\textbf{Student.} I fed the canonical valence orbitals of N$_2$ to my Boys localiser. The gradient was zero to machine precision, the Newton step was zero, and the program reported convergence without moving. Is my gradient wrong?

\textbf{Lecturer.} Probably not. Let us derive the gradient, the Hessian and the step and see. The premises are these. We have $n$ real orthonormal occupied orbitals $\phi_i$ of a finite closed-shell molecule, with finite $\langle r^2\rangle$. The occupied space is fixed, and we only rotate within it, which leaves the determinant unchanged. A local correlation method wants compact orbitals, so we minimise the total spread, the criterion of Foster and Boys (1960):
\begin{equation}
\Omega=\sum_i\Big(\langle\phi_i|r^2|\phi_i\rangle-|\mathbf R_i|^2\Big),\qquad
\mathbf r_{ij}=\langle\phi_i|\mathbf r|\phi_j\rangle,\qquad \mathbf R_i=\mathbf r_{ii}.
\tag{1}
\end{equation}
Lengths are in bohr, $\Omega$ in bohr$^2$. New orbitals are
\begin{equation}
\phi_i'=\sum_k\phi_kU_{ki},\qquad U=e^{\kappa},\qquad \kappa^{T}=-\kappa .
\tag{2}
\end{equation}
Since $U^T=e^{-\kappa}=U^{-1}$, orthonormality holds for any $\kappa$. The free variables are the $n(n-1)/2$ angles $\kappa_{ij}$ with $i<j$, in radians, and $|\kappa|^2=\sum_{i<j}\kappa_{ij}^2$.

\textbf{Student.} The exponential has determinant $+1$. You have dropped half of the orthogonal matrices.

\textbf{Lecturer.} That half is reached by changing the sign of one orbital, which leaves $\Omega$ alone. Next, the first sum in (1) is the trace of the matrix of $r^2$, and $\operatorname{tr}(U^TMU)=\operatorname{tr}M$. So $\Omega=\text{const}-B$ with $B=\sum_i|\mathbf R_i|^2$. Each Cartesian component of the dipole matrix transforms as
\begin{equation}
\mathbf r'=e^{-\kappa}\,\mathbf r\,e^{\kappa}
=\mathbf r+(\mathbf r\kappa-\kappa\mathbf r)+\Big(\tfrac12\mathbf r\kappa^2+\tfrac12\kappa^2\mathbf r-\kappa\mathbf r\kappa\Big)+O(\kappa^3),
\tag{3}
\end{equation}
which follows from multiplying the two series. Take diagonal elements, using $\mathbf r_{ik}=\mathbf r_{ki}$ and $\kappa_{ki}=-\kappa_{ik}$.

\textbf{Student.} In first order $(\mathbf r\kappa)_{ii}=-\sum_k\mathbf r_{ik}\kappa_{ik}$ and $(\kappa\mathbf r)_{ii}=+\sum_k\kappa_{ik}\mathbf r_{ik}$, so the two add. In second order $\kappa^2$ is symmetric, so the two halves are equal, with $(\kappa^2)_{li}=-\sum_m\kappa_{lm}\kappa_{im}$. I get
\begin{equation}
\mathbf R_i^{(1)}=-2\sum_k\kappa_{ik}\mathbf r_{ik},\qquad
\mathbf R_i^{(2)}=\sum_{l,m}\kappa_{il}\kappa_{im}\mathbf r_{lm}-\sum_{l,m}\mathbf r_{il}\kappa_{lm}\kappa_{im}.
\tag{4}
\end{equation}

\textbf{Lecturer.} Square $\mathbf R_i+\mathbf R_i^{(1)}+\mathbf R_i^{(2)}$ and sort by order. This defines the gradient $g$, the Hessian $H$ and the quadratic model $m(\kappa)=g\cdot\kappa+\tfrac12\kappa\cdot H\kappa$ of $\Omega(\kappa)-\Omega(0)$:
\begin{equation}
g\cdot\kappa=-2\sum_i\mathbf R_i\cdot\mathbf R_i^{(1)},\qquad
\tfrac12\kappa\cdot H\kappa=-\sum_i|\mathbf R_i^{(1)}|^2-2\sum_i\mathbf R_i\cdot\mathbf R_i^{(2)} .
\tag{5}
\end{equation}
The linear term is $4\sum_{i,k}\kappa_{ik}\,\mathbf R_i\cdot\mathbf r_{ik}$. Each pair appears twice, once as $\kappa_{ij}\mathbf R_i$ and once as $\kappa_{ji}\mathbf R_j=-\kappa_{ij}\mathbf R_j$, so
\begin{equation}
g_{ij}=\frac{\partial\Omega}{\partial\kappa_{ij}}\bigg|_{0}=4\,\mathbf r_{ij}\cdot(\mathbf R_i-\mathbf R_j).
\tag{6}
\end{equation}
For the diagonal Hessian keep only $\kappa_{ij}=\theta=-\kappa_{ji}$. Then $\mathbf R_i^{(1)}=-2\theta\mathbf r_{ij}=-\mathbf R_j^{(1)}$, which contributes $-8\theta^2|\mathbf r_{ij}|^2$. In (4) only $m=j$ survives for orbital $i$, with $l=j$ in the first sum and $l=i$ in the second, so $\mathbf R_i^{(2)}=\theta^2(\mathbf R_j-\mathbf R_i)=-\mathbf R_j^{(2)}$, which contributes $+2\theta^2|\mathbf R_i-\mathbf R_j|^2$. The total is $\tfrac12H_{ij,ij}\theta^2$:
\begin{equation}
H_{ij,ij}=4|\mathbf R_i-\mathbf R_j|^2-16|\mathbf r_{ij}|^2 .
\tag{7}
\end{equation}

\textbf{Student.} I remember $16|\mathbf r_{ij}|^2-4|\mathbf R_i-\mathbf R_j|^2$, together with the same gradient as (6).

\textbf{Lecturer.} That is the second derivative of $B$, which is maximised, and (6) is also $\partial B/\partial\kappa_{ji}$. The sign of a gradient element flips if the pair is stored in the other order; the sign of a diagonal second derivative cannot. A minimiser needs (7). Test it on two well separated orbitals with $\mathbf r_{ij}\approx0$: mixing them smears both, $\Omega$ rises, and (7) is positive. There is also an exact check. For one pair, (2) gives $\phi_i'=\cos\theta\,\phi_i-\sin\theta\,\phi_j$ and $\phi_j'=\sin\theta\,\phi_i+\cos\theta\,\phi_j$. The sum $\mathbf R_i+\mathbf R_j$ is conserved, and the difference $\mathbf D=\mathbf R_i-\mathbf R_j$ becomes $\mathbf D'=\cos2\theta\,\mathbf D-2\sin2\theta\,\mathbf r_{ij}$. Because $|\mathbf R_i|^2+|\mathbf R_j|^2=\tfrac12|\mathbf R_i+\mathbf R_j|^2+\tfrac12|\mathbf D|^2$, the change in $\Omega$ is $\tfrac12(|\mathbf D|^2-|\mathbf D'|^2)$. With $\sin^22\theta=\tfrac12(1-\cos4\theta)$ and $\sin2\theta\cos2\theta=\tfrac12\sin4\theta$,
\begin{equation}
\Omega(\theta)-\Omega(0)=\tfrac14\,g_{ij}\sin4\theta+\tfrac1{16}H_{ij,ij}\,(1-\cos4\theta),
\tag{8}
\end{equation}
whose first two derivatives at zero are (6) and (7).

\textbf{Student.} Accepted. Do I need the off-diagonal elements?

\textbf{Lecturer.} For N$_2$ they tilt the step, so yes. Keep $\kappa_{ij}=s$ and $\kappa_{ik}=t$, with $i,j,k$ distinct, and read off the coefficient of $st$ in (5). Only $\mathbf R_i^{(1)}=-2(s\,\mathbf r_{ij}+t\,\mathbf r_{ik})$ holds both angles, giving $-8\,\mathbf r_{ij}\cdot\mathbf r_{ik}$. In $\mathbf R_i^{(2)}$ the first sum gives $2st\,\mathbf r_{jk}$ and the second only $s^2$ and $t^2$. In $\mathbf R_j^{(2)}$ the index $m$ must be $i$; the second sum with $l=k$ gives $-\mathbf r_{jk}(-t)(-s)=-st\,\mathbf r_{jk}$, and $\mathbf R_k^{(2)}$ has the same term. Hence
\begin{equation}
H_{ij,ik}=-8\,\mathbf r_{ij}\cdot\mathbf r_{ik}-2\,\mathbf r_{jk}\cdot(2\mathbf R_i-\mathbf R_j-\mathbf R_k).
\tag{9}
\end{equation}
This is written with the shared index first; replacing one variable by its transpose changes the sign, replacing both does not. For four distinct indices no term of (4) or (5) holds the product of the two angles, and the element is zero. A shift of origin leaves $\mathbf r_{ij}$ with $i\ne j$ unchanged, by orthogonality, and the centroids enter (6), (7) and (9) only as differences.

\textbf{Student.} Now N$_2$. Why is $g$ zero?

\textbf{Lecturer.} Put the origin at the bond midpoint and $z$ along the bond. Each canonical orbital is even or odd under inversion, so $\phi_i^2$ is even and every $\mathbf R_i$ vanishes. Then (6) vanishes for all pairs.

\textbf{Student.} So it is a saddle point.

\textbf{Lecturer.} It is worse. Here $B=0$, and $B$ is a sum of squares, so $\Omega=\text{const}-B$ has its global maximum. Your program stopped on orbitals as spread out as the occupied space allows. In (5) only $-\sum_i|\mathbf R_i^{(1)}|^2$ remains, so $H$ is negative semidefinite. If noise gives $g$ a component $\epsilon$ along an eigenvector with eigenvalue $\lambda<0$, the Newton step $-\epsilon/\lambda$ has the sign of $\epsilon$ and climbs back to the top.

\textbf{Student.} With a negative eigenvalue $m(\kappa)$ has no minimum at all.

\textbf{Lecturer.} Nor is it a fair picture of $\Omega$ far out, since (8) is periodic. So we minimise $m$ on the ball $|\kappa|\le h$. A continuous function on a compact set has a minimum. The claim is that a vector $\kappa$ with $|\kappa|\le h$ is a global minimiser there if and only if a number $\mu$ exists with
\begin{equation}
(H-\mu)\kappa=-g,\qquad \mu\le0,\qquad H-\mu\ \text{positive semidefinite},\qquad \mu\,(|\kappa|-h)=0,
\tag{10}
\end{equation}
where $H-\mu$ means $H-\mu\mathbf 1$. Both directions rest on one identity. Assume the first relation only, so that $g+H\kappa=\mu\kappa$, and let $\kappa'=\kappa+p$. Because $m$ is quadratic, $m(\kappa')-m(\kappa)=\mu\,\kappa\cdot p+\tfrac12p\cdot Hp$ exactly. Add and subtract $\tfrac12\mu|p|^2$ and use $2\kappa\cdot p+|p|^2=|\kappa'|^2-|\kappa|^2$:
\begin{equation}
m(\kappa')-m(\kappa)=\tfrac12\,p\cdot(H-\mu)p+\tfrac12\mu\big(|\kappa'|^2-|\kappa|^2\big).
\tag{11}
\end{equation}

\textbf{Student.} Sufficiency I can do. The first term is non-negative. If $\mu=0$ the second is absent. If $\mu<0$ then $|\kappa|=h\ge|\kappa'|$, and the second is a product of two non-positive numbers. But necessity looks too strong. Lagrange theory gives curvature only along the tangent plane of the sphere, and (10) asks for all directions.

\textbf{Lecturer.} For a local minimiser you would be right; the extra strength comes from the word global. If the minimiser is interior, it is an unconstrained local minimum, so $g+H\kappa=0$ and $H$ is positive semidefinite, which is (10) with $\mu=0$. If it lies on the sphere, it also minimises $m$ over the sphere, so the gradient $g+H\kappa$ has no tangential part and equals $\mu\kappa$ for some $\mu$. A small move inward, along $-\kappa$, is allowed and changes $m$ at the rate $-\mu h^2$, which cannot be negative, so $\mu\le0$. Now take any $w$ with $w\cdot\kappa\ne0$. The line $\kappa+tw$ meets the sphere again at $t=-2\,\kappa\cdot w/|w|^2\ne0$. There the second term of (11) vanishes, and global minimality gives $\tfrac12t^2\,w\cdot(H-\mu)w\ge0$. Such $w$ are dense and the form is continuous, so the inequality holds for every $w$.

\textbf{Student.} How is $\mu$ found?

\textbf{Lecturer.} Let $Hv_a=\lambda_av_a$ with orthonormal $v_a$, $\lambda_1$ the lowest eigenvalue, and $g_a=v_a\cdot g$. The second and third conditions say $\mu\le\min(0,\lambda_1)$. For $\mu<\lambda_1$,
\begin{equation}
\kappa(\mu)=-\sum_a\frac{g_a}{\lambda_a-\mu}\,v_a,\qquad
\frac{d|\kappa|^2}{d\mu}=\sum_a\frac{2g_a^2}{(\lambda_a-\mu)^3}\ge0,
\tag{12}
\end{equation}
and $|\kappa|\to0$ as $\mu\to-\infty$. If $\lambda_1>0$ and the Newton step fits in the ball, $\mu=0$. Otherwise follow $|\kappa(\mu)|$ upward toward $\min(0,\lambda_1)$. If it passes $h$, it does so once, the root is $\mu$, and the step is unique because $H-\mu$ is then positive definite in (11). For $\lambda_1\le0$ and $g_1\ne0$ the pole at $\lambda_1$ guarantees the crossing. What remains is the hard case treated by Mor\'e and Sorensen (1983): $\lambda_1\le0$, $g$ orthogonal to the whole lowest eigenspace, and $|\kappa(\mu)|$ not above $h$ as $\mu\to\lambda_1$. Then $\mu=\lambda_1$, the matrix $H-\mu$ is singular, and a null vector may be added:
\begin{equation}
\kappa=-\sum_{\lambda_a>\lambda_1}\frac{g_a}{\lambda_a-\lambda_1}\,v_a+\tau v_1 ,
\tag{13}
\end{equation}
with $\tau$ fixed up to sign by $|\kappa|=h$ when $\lambda_1<0$. For $g=0$ this is $\kappa=\pm hv_1$ with $m=\tfrac12\lambda_1h^2$.

\textbf{Student.} With $g=0$, though, $\kappa=0$ solves the linear equation for any shift.

\textbf{Lecturer.} It fails the rest. As $|\kappa|<h$ it forces $\mu=0$, and then $H$ itself would have to be positive semidefinite. A code that only solves shifted equations, or that builds its search space from $g,Hg,H^2g,\dots$, returns zero. It must look for $\lambda_1$ with trial vectors that do not come from $g$.

\textbf{Student.} What limits all this?

\textbf{Lecturer.} Five things. First, (6), (7) and (9) are derivatives at $\kappa=0$; after each step the orbitals are updated and the expansion restarts. Second, (10) is exact for $m$, and $m$ differs from $\Omega$ at third order. For one pair with $g_{ij}=0$, (8) is $\tfrac1{8}H_{ij,ij}\sin^22\theta$, so the ratio $\rho$ of actual to predicted change is
\begin{equation}
\rho=\Big(\frac{\sin2\theta}{2\theta}\Big)^2=1-\tfrac43\theta^2+O(\theta^4),
\tag{14}
\end{equation}
and the descent ends at $\theta=\pi/4$. The radius should stay below that, and $\rho$ steers it; a typical rule accepts any clear decrease, shrinks $h$ for $\rho$ under about $1/4$ and enlarges it above about $3/4$. Third, the step vanishes only where $g=0$ and $H$ is positive semidefinite. That excludes every point with negative curvature, but it does not single out the global minimum of $\Omega$. Fourth, a linear molecule gives exact zero modes: turning a set of orbitals rigidly about the axis leaves $\Omega$ unchanged, so one tests for $\lambda_1\ge0$ within a tolerance, not for $\lambda_1>0$. Fifth, the premises: complex orbitals need an anti-Hermitian $\kappa$, periodic crystals need another definition of the centroid, and a sum of higher powers of the spreads loses the trace argument and has other derivatives. The proof of (10) uses only a symmetric $H$ and survives such changes.

\textbf{Student.} Then numbers, please.

\textbf{Lecturer.} Take the five valence orbitals, $1=2\sigma_g$, $2=3\sigma_g$, $3=2\sigma_u$, $4=1\pi_{u,x}$, $5=1\pi_{u,y}$, which form $10$ pairs. The operator $\mathbf r$ is odd, so only $g$--$u$ pairs have a dipole element, and axial symmetry fixes its direction:
\begin{equation}
z_{13}=a,\quad z_{23}=b,\quad x_{14}=y_{15}=c,\quad x_{24}=y_{25}=d .
\tag{15}
\end{equation}
I assume $a=0.7$, $b=1.6$, $c=0.7$, $d=0.3$ bohr, approximate values of the size a minimal basis gives. I treat them as exact so that you can follow the arithmetic; the results belong to this model, and the trailing digits say nothing about the molecule. The pairs $12$, $34$, $35$, $45$ keep parity, so they keep all centroids at zero and give four zero eigenvalues. By (9), pairs with a shared index couple only if their dipole elements are not perpendicular. That leaves a block in $(\kappa_{13},\kappa_{23})$ and two equal blocks in $(\kappa_{14},\kappa_{24})$ and $(\kappa_{15},\kappa_{25})$, in bohr$^2$:
\begin{equation}
H_z=\begin{pmatrix}-16a^2&-8ab\\-8ab&-16b^2\end{pmatrix}
=\begin{pmatrix}-7.84&-8.96\\-8.96&-40.96\end{pmatrix},\qquad
H_x=H_y=\begin{pmatrix}-7.84&-1.68\\-1.68&-1.44\end{pmatrix}.
\tag{16}
\end{equation}
The eigenvalues of $H_z$ are $-8(a^2+b^2)\mp8\sqrt{(b^2-a^2)^2+a^2b^2}$, that is $-43.23$ and $-5.57$; those of $H_x$ are $-8.25$ and $-1.03$.

\textbf{Student.} So $\mu=-43.23$ bohr$^2$. The first row of $(H_z-\mu)v=0$ fixes the ratio of the components, and $v=(v_{13},v_{23})=(0.2454,\,0.9694)$. With $h=0.5$ the model predicts $\tfrac12\mu h^2=-5.404$ bohr$^2$. What does $\Omega$ really do?

\textbf{Lecturer.} The step $\kappa=hv$ is a plane rotation. Let $w=v_{13}\phi_1+v_{23}\phi_2$ and $w_\perp=-v_{23}\phi_1+v_{13}\phi_2$. Then $\phi_3'=\cos h\,\phi_3+\sin h\,w$ and $w'=\cos h\,w-\sin h\,\phi_3$, while $w_\perp$ stays, and $\phi_1'=v_{13}w'-v_{23}w_\perp$, $\phi_2'=v_{23}w'+v_{13}w_\perp$. The only $z$ elements are $\alpha=\langle w|z|\phi_3\rangle=v_{13}a+v_{23}b=1.723$ and $\beta=\langle w_\perp|z|\phi_3\rangle=v_{13}b-v_{23}a=-0.286$ bohr. So $\langle w'|z|w'\rangle=-\alpha\sin2h$, $\langle w'|z|w_\perp\rangle=-\beta\sin h$, and the centroids are
\begin{equation}
\begin{aligned}
Z_1'&=-v_{13}^2\,\alpha\sin2h+2v_{13}v_{23}\,\beta\sin h=-0.153,\\
Z_2'&=-v_{23}^2\,\alpha\sin2h-2v_{13}v_{23}\,\beta\sin h=-1.297,\\
Z_3'&=\alpha\sin2h=1.450 .
\end{aligned}
\tag{17}
\end{equation}
They sum to zero, as the conserved trace requires. Minus the sum of their squares is $-3.808$ bohr$^2$, so $\rho=0.705$, near the $0.708$ that (14) gives for one pair. Inversion maps the step $+hv$ onto $-hv$, so $\Omega$ is even along this line: the two signs are equivalent, there is no cubic term, and the shortfall of about $30$ per cent is quartic and higher. The step is accepted and $h$ kept. One step has turned $3\sigma_g$ and $2\sigma_u$ into orbitals on opposite ends of the molecule.

\textbf{Student.} And the cores you froze?

\textbf{Lecturer.} With the nuclei at about $\pm1.04$ bohr, from a typical bond length, the element of $z$ between $1\sigma_g$ and $1\sigma_u$ is close to $1.04$ bohr, and (7) gives about $-17$ bohr$^2$. That is not small, but it lies above $\lambda_1$, and core--valence dipole elements, which alone couple this pair to the others, are typically small. The first step would change little.

\textbf{Student.} Now the gradient is non-zero, so I can drop the eigenvalue search.

\textbf{Lecturer.} No. All centroids lie on the axis and the $\sigma$--$\pi$ dipole elements are perpendicular to it, so by (6) the gradient never mixes $\sigma$ with $\pi$. See where the best $\sigma$ rotation ends. The $3\times3$ matrix of $z$ has eigenvalues $0$ and $\pm s$, with $s=\sqrt{a^2+b^2}=1.746$ bohr. The sum of its squared diagonal elements cannot exceed the invariant sum of all squared elements, $2s^2=6.10$ bohr$^2$, and reaches it when the matrix is diagonal. The orbitals are then two lone pairs centred at $\pm s$ and a bond $\sigma_0=(b\phi_1-a\phi_2)/s$ centred at zero. There $g=0$ again. For the two lone pairs (7) gives $4(2s)^2=48.8$ bohr$^2$. For $\sigma_0$ and $\pi_x$ the centroids coincide, $\langle\sigma_0|x|\phi_4\rangle=(bc-ad)/s=0.521$ bohr, and (7) gives $-4.34$ bohr$^2$. Curvature of both signs makes this a true saddle. Since $\lambda_1$ cannot exceed any diagonal element, the hard-case step (13) again has $\mu\le-4.34$ bohr$^2$; it mixes $\sigma$ with $\pi$, the start of the bent bonds typical of Boys orbitals for a triple bond. At that saddle the model's lone-pair centroids lie about $0.7$ bohr outside the nuclei. A distance of $0.6$ to $0.7$ bohr is typical for a nitrogen lone pair, and $a$ and $b$ were chosen to fall near it, so this tests nothing. The vanishing gradients and the maximum at the canonical start follow from symmetry alone, and the negative curvature at the saddle needs only $bc\ne ad$.